**Speaker.** Take the two ring protons of 2,3-dibromothiophene in solution, a pair used in early NMR quantum-logic work by Cory and co-workers. The bromine nuclei relax fast and decouple from the protons, and we set aside the rare magnetic isotopes of carbon and sulfur, so each molecule has four levels. With $\sigma = 2I$ the Pauli operators and $|0\rangle$ the lower Zeeman state (spin along the field, $\sigma_z=+1$),

$$H = -\tfrac12 h\nu_1\sigma_{1z} - \tfrac12 h\nu_2\sigma_{2z} + \tfrac14 hJ\,\boldsymbol\sigma_1\cdot\boldsymbol\sigma_2 .$$

The inputs are a mean frequency $\nu = 400$ MHz, $T = 298$ K and, as approximate values, $\Delta\nu = \nu_1-\nu_2 \approx 130$ Hz and $J\approx 6$ Hz. For the populations I first set $\nu_1=\nu_2=\nu$ and $J=0$. Define $\delta = \hbar\omega/2k_BT = h\nu/2k_BT$ and $t=\tanh\delta$. Here $h\nu/2k_B = 9.598$ mK, so $\delta = 3.221\times10^{-5}$.

## Averaging the populations

The thermal state is $e^{\delta(\sigma_{1z}+\sigma_{2z})}/(2\cosh\delta)^2$, a product of two factors $(1+t\sigma_z)/2$, with populations

$$p_{00}=\tfrac14(1+t)^2,\qquad p_{01}=p_{10}=\tfrac14(1-t^2),\qquad p_{11}=\tfrac14(1-t)^2 .$$

Two controlled-NOT gates, spin 1 controlling spin 2 and then the reverse, give the unitary $P|a,b\rangle = |b,a\oplus b\rangle$. It leaves $|00\rangle$ alone and cycles $01\to11\to10\to01$. Run the experiment three times, preceded by $1$, $P$ and $P^2$, and average the signals. This is the temporal averaging of Knill, Chuang and Laflamme. Evolution and detection are linear in $\rho$, so the averaged signal belongs to the averaged state, in which $|00\rangle$ keeps $p_{00}$ and each other level holds $(1-p_{00})/3$. Matching this to

$$\bar\rho = (1-\epsilon)\frac{1}{4} + \epsilon\,|00\rangle\langle00|$$

requires $(1-\epsilon)/4 = (1-p_{00})/3$, so

$$\epsilon_2 = \frac{4p_{00}-1}{3} = \frac{2t+t^2}{3} \approx \frac{2\delta}{3} = 2.147\times10^{-5}.$$

The next term is a relative correction $\delta/2 = 1.6\times10^{-5}$. The identity part is unchanged by unitary gates and gives no signal, so the sample responds like the pure state $|00\rangle$ with amplitude $\epsilon_2$.

For $n$ spins of equal frequency, $2^n p_{0\ldots0} = (1+t)^n$, and averaging over a cycle of the other $2^n-1$ levels gives in the same way

$$\epsilon_n = \frac{(1+t)^n-1}{2^n-1}\approx\frac{n\delta}{2^n-1}\qquad (n\delta\ll1).$$

Our pair is the case $n=2$, and $\epsilon_n\to1$ as $t\to1$.

**Question.** You dropped the shift difference and the coupling, yet you need both for the gates. Is that consistent?

**Speaker.** They set the dynamics of the gates and hardly touch the populations. The state $|00\rangle$ is an exact eigenstate of the full $H$, with energy $-h\nu+hJ/4$, and $H$ is traceless. To first order in $1/k_BT$, then, $\epsilon_2 = (h\nu - hJ/4)/3k_BT$. The difference $\Delta\nu$ has dropped out, and $J$ lowers $\epsilon_2$ by the fraction $J/4\nu = 4\times10^{-9}$. The coupling also puts an element of size $hJ/8k_BT$ between $|01\rangle$ and $|10\rangle$, which is $3J/8\nu = 6\times10^{-9}$ of $\epsilon_2$.

**Question.** What does the spectrum look like?

**Speaker.** Since $|00\rangle\langle00| = \tfrac14(1+\sigma_{1z})(1+\sigma_{2z})$, we have $\langle\sigma_{1z}\rangle=\epsilon_2$, against $t$ at equilibrium, a ratio $(2+t)/3\approx 2/3$. After a 90° pulse on proton 1 alone, its doublet reports two population differences. For $|00\rangle$–$|10\rangle$ the difference is $\epsilon_2$, against $t(1+t)/2$ thermally, a ratio close to $4/3$. For $|01\rangle$–$|11\rangle$ it is zero. One line grows by a third and the other vanishes. That assumes weak coupling. The mixing of $|01\rangle$ and $|10\rangle$ changes line intensities by fractions of order $J/\Delta\nu = 0.046$, so read those ratios to about five per cent. For $n$ spins the ratio to the thermal signal per spin is $n/(2^n-1)$, and at fixed noise per scan the number of scans for a given signal-to-noise ratio grows as the inverse square of that.

## The separability bound

A state is separable if it is a mixture, with non-negative weights, of product states. The state $\bar\rho$ is diagonal in the product basis and so is separable for every $\epsilon$. The real question concerns what gates make of it, $\rho_\epsilon = (1-\epsilon)\,1/2^n+\epsilon\rho_1$ with $\rho_1$ any density operator.

Start with one spin and the six unit vectors $\mathbf s=\pm\hat x,\pm\hat y,\pm\hat z$, with projectors $\Pi_{\mathbf s} = (1+\mathbf s\cdot\boldsymbol\sigma)/2$. Because $\sum\mathbf s=0$ and $\sum s_is_j=2\delta_{ij}$ (a Kronecker symbol here), every $2\times2$ operator obeys

$$A=\sum_{\mathbf s}\tfrac16\,\mathrm{tr}\!\left[A\,(1+3\,\mathbf s\cdot\boldsymbol\sigma)\right]\Pi_{\mathbf s}.$$

Any two-spin operator is a sum of products of one-spin operators, so by linearity

$$\rho=\sum_{\mathbf s_1,\mathbf s_2}w\,\Pi_{\mathbf s_1}\otimes\Pi_{\mathbf s_2},\qquad w=\tfrac1{36}\,\mathrm{tr}\!\left[\rho\,(1+3\,\mathbf s_1\cdot\boldsymbol\sigma)\otimes(1+3\,\mathbf s_2\cdot\boldsymbol\sigma)\right].$$

Each factor has eigenvalues $4$ and $-2$, so the product has $16,-8,-8,4$. The identity part of $\rho_\epsilon$ contributes $1-\epsilon$ to $36w$, and $\rho_1$ contributes at least $-8\epsilon$. Hence $36w\ge1-9\epsilon$, and for $\epsilon\le1/9$ all 36 weights are non-negative. For $n$ spins the lowest eigenvalue has one factor $-2$ and $n-1$ factors $4$, which is $-2^{2n-1}$, so $6^nw\ge1-\epsilon-2^{2n-1}\epsilon$. Every $\rho_\epsilon$ is therefore fully separable when

$$\epsilon\le\frac{1}{1+2^{2n-1}},$$

the bound of Braunstein, Caves, Jozsa, Linden, Popescu and Schack (1999). Our $\epsilon_2$ lies below $1/9$ by a factor $5.2\times10^{3}$.

**Question.** Is $1/9$ where entanglement starts?

**Speaker.** No, the condition is only sufficient, and the pair shows the gap exactly. Take for $\rho_1$ the singlet, $\tfrac14(1-\boldsymbol\sigma_1\cdot\boldsymbol\sigma_2)$, which gives the Werner state $\rho_\epsilon=\tfrac14(1-\epsilon\,\boldsymbol\sigma_1\cdot\boldsymbol\sigma_2)$. Its weights are $36w=1-9\epsilon\,\mathbf s_1\cdot\mathbf s_2$, negative for parallel vectors once $\epsilon>1/9$, so this particular expansion fails right at the bound. The expansion is not unique, however. The six antiparallel products give

$$\tfrac16\sum_{\mathbf s}\Pi_{\mathbf s}\otimes\Pi_{-\mathbf s}=\tfrac14\left(1-\tfrac13\boldsymbol\sigma_1\cdot\boldsymbol\sigma_2\right),$$

which is the Werner state at $\epsilon=1/3$, and mixing it with the identity covers all smaller $\epsilon$. Above $1/3$ we use the Peres test. Transposing spin 2 maps a mixture of products to another such mixture, so a negative eigenvalue proves entanglement. The transposition reverses only $\sigma_{2y}$, and the eigenvalues become $(1+\epsilon)/4$ three times and $(1-3\epsilon)/4$ once.

No other $\rho_1$ does better. A pure state has the Schmidt form $\cos\theta|00\rangle+\sin\theta|11\rangle$ in suitable local bases, with $0\le\theta\le\pi/2$. Its partial transpose has lowest eigenvalue $-\sin\theta\cos\theta\ge-1/2$, and mixtures inherit that limit. For two spins-1/2 a non-negative partial transpose also implies separability, by the Horodecki theorem, so the exact threshold for the pair is $1/3$, three times the general bound. Our $\epsilon_2$ falls short of it by a factor $1.55\times10^{4}$.

**Question.** The averaged state never sits in the tube. Could a single run be entangled?

**Speaker.** Subtract the smallest population from all four levels. The thermal state then has the form $\rho_\epsilon$ with a mixed $\rho_1$ and $\epsilon'=1-4p_{11}=1-(1-t)^2=6.44\times10^{-5}$. This is below $1/9$ as well, and unitaries preserve the form, so each run stays separable throughout.

**Question.** What polarization would be needed?

**Speaker.** Solve $(1+t)^2=1+3\epsilon$. For $\epsilon=1/9$, $t=2/\sqrt3-1=0.1547$, $\delta=0.1560$ and $T=61.5$ mK. For $\epsilon=1/3$, $t=\sqrt2-1=0.4142$, $\delta=0.4407$ and $T=21.8$ mK. Read these as spin temperatures at 400 MHz, since no such solution is liquid there.

**Question.** The bound falls as $4^{-n}$ and the signal as $n2^{-n}$. They must cross.

**Speaker.** They do. Across any cut of $n$ spins the partial transpose of a pure state has eigenvalues $\lambda_i^2$ and $\pm\lambda_i\lambda_j$, with $\lambda_i$ the Schmidt coefficients, so none is below $-1/2$. The test can turn negative only if $\epsilon/2>(1-\epsilon)/2^n$, that is above $\epsilon_{\rm PT}=1/(1+2^{n-1})$, and the state $(|0\ldots0\rangle+|1\ldots1\rangle)/\sqrt2$ reaches that limit. With our $\delta$:

| $n$ | $\epsilon_n$ | $1/(1+2^{2n-1})$ | $\epsilon_{\rm PT}$ |
|---|---|---|---|
| 2 | $2.15\times10^{-5}$ | $0.111$ | $0.333$ |
| 3 | $1.38\times10^{-5}$ | $3.03\times10^{-2}$ | $0.200$ |
| 12 | $9.44\times10^{-8}$ | $1.19\times10^{-7}$ | $4.88\times10^{-4}$ |
| 13 | $5.11\times10^{-8}$ | $2.98\times10^{-8}$ | $2.44\times10^{-4}$ |

Separability is proved by this argument up to twelve protons. At thirteen the proof lapses, which shows nothing about entanglement, because $\epsilon_{13}$ is still only $2.1\times10^{-4}$ of $\epsilon_{\rm PT}$, close to $n\delta/2$. Between the last two columns these two arguments leave the question open for $n>2$, whereas for the dibromothiophene pair the last column is the exact threshold.